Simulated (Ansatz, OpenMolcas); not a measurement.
**AlNH3O (SMILES [NH2][Al][OH]): methods side by side**

AlNH3O has 6 atoms, charge 0, and is taken as a doublet. SMILES: `[NH2][Al][OH]`. The coordinates come from a PBE0-D4/def2-TZVP relaxation. This is one conformer, not always the lowest.

```xyz
6

N    -0.9239    0.2402   -0.7608
Al    0.5952    0.6013    0.0707
O     1.1941   -0.6185    1.1012
H    -1.4343   -0.6236   -0.6572
H    -1.3947    0.8616   -1.3968
H     2.0057   -0.5251    1.5968
```

Each level gives the electronic atomisation energy (eV). The values are calculated. Electronic energies at fixed atoms, without zero-point motion or spin-orbit coupling.

```json
{"level": "USVWN5/def2-SVPD", "kind": "LDA", "program": "Ansatz", "value (eV)": "24.23", "CPU time (all runs)": "6.6 s"}
{"level": "U-revPBE/def2-SVPD", "kind": "GGA", "program": "Ansatz", "value (eV)": "20.56", "CPU time (all runs)": "10 s"}
{"level": "UPBE/def2-SVPD", "kind": "GGA", "program": "Ansatz", "value (eV)": "21.35", "CPU time (all runs)": "10 s"}
{"level": "U-r2SCAN/def2-SVPD", "kind": "meta-GGA", "program": "OpenMolcas", "value (eV)": "21.03", "CPU time (all runs)": "88 s"}
{"level": "UB3LYP/def2-SVPD", "kind": "global hybrid", "program": "Ansatz", "value (eV)": "20.89", "CPU time (all runs)": "13 s"}
{"level": "UPBE0/def2-SVPD", "kind": "global hybrid", "program": "Ansatz", "value (eV)": "20.73", "CPU time (all runs)": "12 s"}
{"level": "U-wB97M-V/def2-SVPD", "kind": "range-separated hybrid", "program": "Ansatz", "value (eV)": "21.22", "CPU time (all runs)": "98 s"}
{"level": "UB2PLYP/def2-SVPD", "kind": "double hybrid", "program": "Ansatz", "value (eV)": "20.64", "CPU time (all runs)": "16 s"}
{"level": "RPA@PBE/def2-SVPD", "kind": "RPA", "program": "Ansatz", "value (eV)": "18.99", "CPU time (all runs)": "16 s"}
{"level": "UCCSD/def2-SVPD", "kind": "coupled cluster or CI", "program": "Ansatz", "value (eV)": "19.43", "CPU time (all runs)": "36 s"}
```

Correlated wave functions underbind in double-zeta sets. The values span 18.99 to 24.23 eV. Times are those of the runs behind each value, whatever else they computed, on shared processors of several kinds: orders of magnitude only.

The clearest result is the overbinding by the local density approximation, at 24.23 eV. It describes the exchange energy of the strongly inhomogeneous free atoms worse than that of the molecule, so atomisation appears too costly. Gradient corrections stabilise the separated atoms more and remove most of this error. The stronger gradient enhancement in revPBE explains why it binds less than PBE.

Beyond that step, the values don't fall steadily with functional class: revPBE lies below both global hybrids, while wB97M-V lies above r2SCAN. Exact exchange lowers the PBE result on going to PBE0, but it doesn't order the whole set.

RPA and CCSD give the weakest binding. Incomplete cancellation of short-range correlation errors in RPA and the missing connected triples in CCSD probably contribute, so neither value is a reference for judging the hybrids. Nor can the total energy rank the Al–N and Al–O bonds, since it also includes breaking every N–H and O–H bond.
